Q: PBE gives GaAs a gap of 0.16 eV, where experiment finds 1.42 eV. Can a method that far off still tell me what it would give for SiC and GaN?

Kohn-Sham band gaps of zincblende crystals (space group F-43m), computed with Ansatz 0.2.0 using the PBE functional and plane-wave PAW, scalar-relativistic and without spin polarisation. The cutoff is 420 eV and the Gaussian smearing 0.02 eV. Each crystal was relaxed at the same level, and its band edges were sought over the whole Brillouin zone.

| formula | structure | k mesh | band gap (eV) | gap kind | measured gap (eV) | range of the values found | temperature of the measurement (K) | method and sample | source | band gap, less measured (eV) |
| --- | --- | --- | --- | --- | --- | --- | --- | --- | --- | --- |
| GaAs | F-43m | 12×12×12 | 0.161 | direct | 1.42 | 1.412 to 1.424 | 300 | spectroscopic ellipsometry, direct, bulk crystal | arXiv:cond-mat/0404304 (2004) | -1.26 |
| InP | F-43m | 10×10×10 | 0.441 | direct | 1.42 | one value | not stated | not stated, not stated, bulk crystal | arXiv:cond-mat/0006134 (2000) | -0.98 |
| CdTe | F-43m | 10×10×10 | 0.587 | direct | 1.534 | 1.44 to 1.534 | not stated | optical transmittance/absorption, direct, film | arXiv:cond-mat/0608141 (2006) | -0.95 |
| CdSe | F-43m | 10×10×10 | 0.494 | direct | 1.81 | one value | 300 | UV-vis diffuse reflectance, direct, powder | pmc:3637069 (2013) | -1.32 |
| SiC | F-43m | 10×10×10 | ? | ? | ? | ? | ? | ? | ? | ? |
| GaN | F-43m | 10×10×10 | ? | ? | ? | ? | ? | ? | ? | ? |

A: It can if the error follows a pattern. The four known gaps fall short of experiment by 0.95 to 1.32 eV, so subtracting a constant from the measured gap is a fair first guess. A fixed percentage would be a poor one, because GaAs keeps 11% of its measured gap and CdTe 38%. The useful question is what the shortfall consists of, since SiC and GaN may have the same ingredients in other amounts.

Q: Isn't the shortfall simply the fault of the functional?

A: Largely, but two effects should be separated from its gap error first. One is spin-orbit coupling, which real crystals have and this calculation lacks. It splits the p-like top of the valence bands and raises the upper part by a third of the splitting, which narrows the gap. In CdTe, where the splitting is roughly 0.9 eV, the computed gap is therefore about 0.3 eV too wide, and part of the functional's error is hidden.

Q: Is that why CdTe comes out with a larger gap than CdSe, although experiment has them the other way round?

A: It is probably a good part of the reason. The computed CdTe gap is 0.09 eV the larger. If I take off the spin-orbit shifts estimated from known splittings, it becomes 0.07 eV the smaller, which is the measured order. Experiment separates the two by 0.28 eV, so more is at work, and the CdSe value comes from a powder, which reads high if its grains are only nanometres across.

Q: And the second effect?

A: The crystal was relaxed with PBE, which makes these cells about 2% too wide. All four known gaps are direct and lie at Γ, the centre of the zone, where the lowest empty state is an antibonding combination of s orbitals. Longer bonds weaken the antibonding push, so that state sinks towards the filled ones. Known deformation potentials, which give the change of gap per unit of volume strain, suggest a loss of roughly 0.4 eV in GaAs and about half that in the cadmium compounds.

Q: So most of what is left is the gap error that PBE makes even at the right cell. Why should it differ from crystal to crystal?

A: A gap is the cost of removing an electron from the crystal and adding one elsewhere. Exchange between electrons helps to hold filled states below empty ones, and it acts over a distance. PBE replaces it by a local potential that is the same for filled and empty states, so part of the separation is lost. How much is lost depends on the surroundings: in an easily polarised crystal the other electrons screen the exchange, and PBE has less to miss.

Q: Then a weakly polarisable crystal should suffer most. Can that be put into numbers?

A: The simplest form makes the loss inversely proportional to ε, the electronic dielectric constant:

PBE gap ≈ measured gap + spin-orbit shift − wide-cell shift − C/ε

I fitted only C, to the four known rows, and found about 8 eV. The other inputs are rough literature values. C also absorbs whatever else separates the computed from the measured gaps of these four compounds, including temperature, zero-point motion and the quality of the samples (the InP value has no stated temperature and looks like a low-temperature gap, while that of GaAs is for 300 K), so it is a working slope and no constant of nature.

Q: How well does it describe the rows it was fitted to?

A: Its root-mean-square miss is about 0.15 eV, hardly better than that of a constant shortfall, so the known rows cannot choose between the two. GaAs is the worst case: the model gives 0.42 eV, far above the computed 0.16 eV. It even places GaAs above InP, while the calculation has it 0.28 eV below. The screening picture is therefore too coarse to rank close neighbours.

Q: Let me try GaN. Its measured gap is roughly 3.2 eV and its ε about 5.3, lower than in any of the four known crystals.

A: Spin-orbit coupling is tiny there, about 0.01 eV. For the cell, I expect PBE to stretch GaN by 1% in length, hence 3% in volume. With a deformation potential of about 7 eV, that costs 0.21 eV. The sum is

3.2 + 0.01 − 0.21 − 8.0/5.3 ≈ 1.5 eV.

GaN took no part in the fit. The constant shortfall would give 2.1 eV, so this crystal can tell the two models apart.

Q: And SiC? Would its gap be direct as well?

A: I expect an indirect gap, as in its relatives silicon and diamond. Short covalent bonds help to push the antibonding s state at Γ high up, and the lowest empty state should then lie at X, on the zone boundary. Its height above the valence top hardly changes with volume, so the wide-cell shift drops out, and spin-orbit coupling is negligible. Starting from a measured gap of roughly 2.4 eV and ε of about 6.5, the model gives 1.2 eV, and the constant shortfall gives 1.3 eV.

Q: What would you write down before looking?

A: These two forecasts:

- SiC: indirect, from Γ to X, with a gap of 1.2 eV and a range of 0.9 to 1.5 eV.
- GaN: direct at Γ, with a gap of 1.5 eV, a range of 1.2 to 1.8 eV, and the largest shortfall of all.

The half-width of 0.3 eV is a judgement. When each known row is left out of the fit in turn, the typical miss is 0.17 eV; I nearly double that because four rows are few and the inputs are rough.

The withheld rows as computed:

| formula | structure | k mesh | band gap (eV) | gap kind | measured gap (eV) | range of the values found | temperature of the measurement (K) | method and sample | source | band gap, less measured (eV) |
| --- | --- | --- | --- | --- | --- | --- | --- | --- | --- | --- |
| SiC | F-43m | 10×10×10 | 1.373 | indirect | 2.4 | one value | not stated | not stated, indirect, bulk crystal | pmc:7200658 (2020) | -1.03 |
| GaN | F-43m | 10×10×10 | 1.541 | direct | 3.23 | one value | 300 | spectroscopic ellipsometry (steady-state, excitonic, film | arXiv:2206.02223 (2022) | -1.69 |

Q: Both gaps are inside their ranges. Does that settle the matter for screening?

A: GaN speaks for it. The computed 1.54 eV lies close to the forecast, closer than the rough inputs entitle us to expect, while the constant shortfall is 0.53 eV too high. GaN also has the largest shortfall in the table, as a weakly screening crystal should. The constant was not given the spin-orbit and cell shifts; taken after them it is about 1.0 eV, which puts GaN near 2.0 eV, still too high, and SiC near 1.4 eV, right on the computed value. So this is one crystal in favour, and another cause that is large in GaN would look the same. The kinds of gap came out as forecast too: direct at Γ in GaN, and from Γ to X in SiC, as the band edges of the run show. At Γ the lowest empty state of SiC lies 6.0 eV above the valence top, that of GaN only 1.5 eV. Yet the bonds of GaN are just 4% longer, so short bonds can't be the whole reason for the high state in SiC.

Q: SiC came out at 1.37 eV, though. There the constant shortfall did better.

A: Yes, my forecast was 0.2 eV too low, and the constant missed by only half as much. After the two shifts SiC loses about 1.0 eV, much the same as GaAs, although GaAs screens far better. A miss of that size is hardly larger than the model's typical one, so it may need no special cause. Zero-point motion is expected to lower the measured gap more in a crystal of light atoms than in the fitted ones, which would also make the forecast too low. Another candidate is the filled d shell of the metal atom, which all four fitted compounds and GaN have and SiC lacks. PBE places such d levels too high; in CdTe they lie 8 eV below the valence top, against roughly 10 eV in experiment. From there they push the valence top up more strongly than they should, which narrows the gap too much. A slope fitted to such compounds would then charge SiC for an error that it doesn't have, which agrees with the direction of the miss, and part of the larger loss of GaN could come from the same source, but no calculation here isolates this effect.

Q: Suppose I want to compare SiC with GaN. What should I take from this?

A: Look at the two together. In these cubic forms, experiment separates their gaps by about 0.8 eV, whereas PBE leaves only 0.17 eV between them, because it takes more from GaN. A constant correction shifts both equally and cannot bring the difference back. A hybrid functional, which mixes in some of the missing exchange, would open the gaps of this whole series. The hexagonal forms of SiC and GaN have other gaps and need a comparison of their own.

Q: Would the raw gap at least tell me roughly how well the pure crystals insulate?

A: It would not. The number of carriers that heat alone creates in a pure crystal varies as exp(−gap/2kT), where k is Boltzmann's constant and T the temperature. With everything else held fixed, the PBE gap overstates that number at 300 K by about nine powers of ten in SiC and fourteen in GaN. Even the smallest error in the table, that of CdTe, costs eight. The printed output below lists this factor for every crystal, beside the parts of each forecast.

Printed output of the fit:

```
fit of band_gap - base on 4 rows: coefficient of invscr -8.011 +/- 0.66; rms 0.145, worst GaAs 0.26, leave-one-out rms 0.17
  rows outside the fit (model, value, miss): SiC -1.233, -1.03, -0.202; GaN -1.512, -1.456, -0.0559
fit of band_gap - start on 4 rows: constant -1.125 +/- 0.095; rms 0.164, worst CdSe 0.191, leave-one-out rms 0.219
  rows outside the fit (model, value, miss): SiC -1.125, -1.027, -0.0982; GaN -1.125, -1.659, 0.534
Parts of the forecast and gaps in eV:
   row  start_gap  spin_orbit  wide_cell  PBE_part  screening_model  constant_model  computed
  GaAs       1.42      0.1133      0.384   -0.7283            0.421          0.2948     0.161
   InP       1.42     0.03667      0.288   -0.8345           0.3342          0.2948     0.441
  CdTe      1.534         0.3      0.189    -1.128           0.5167          0.4088     0.587
  CdSe       1.81        0.14       0.18    -1.292           0.4779          0.6848     0.494
   SiC        2.4    0.003333          0    -1.233            1.171           1.275     1.373
   GaN        3.2    0.006667       0.21    -1.512            1.485           2.075     1.541
Misses in eV, share of the measured gap, carriers:
   row  miss_screening  miss_constant  start_less_measured  percent_of_measured  powers_of_ten_300K
  GaAs            0.26         0.1338                    0                11.34               10.58
   InP         -0.1068        -0.1462                    0                31.06               8.223
  CdTe        -0.07035        -0.1782                    0                38.27               7.954
  CdSe        -0.01614         0.1908                    0                27.29               11.05
   SiC         -0.2022       -0.09825                    0                57.21               8.626
   GaN        -0.05589         0.5338                -0.03                47.71               14.19
CdTe gap less CdSe gap, computed, eV: 0.093
CdTe gap less CdSe gap, after taking off the recalled spin-orbit shift, eV: -0.067
CdTe gap less CdSe gap, measured, eV: -0.276
InP gap less GaAs gap, computed, eV: 0.28
Twice the leave-one-out rms of the screening model, eV: 0.3409
```
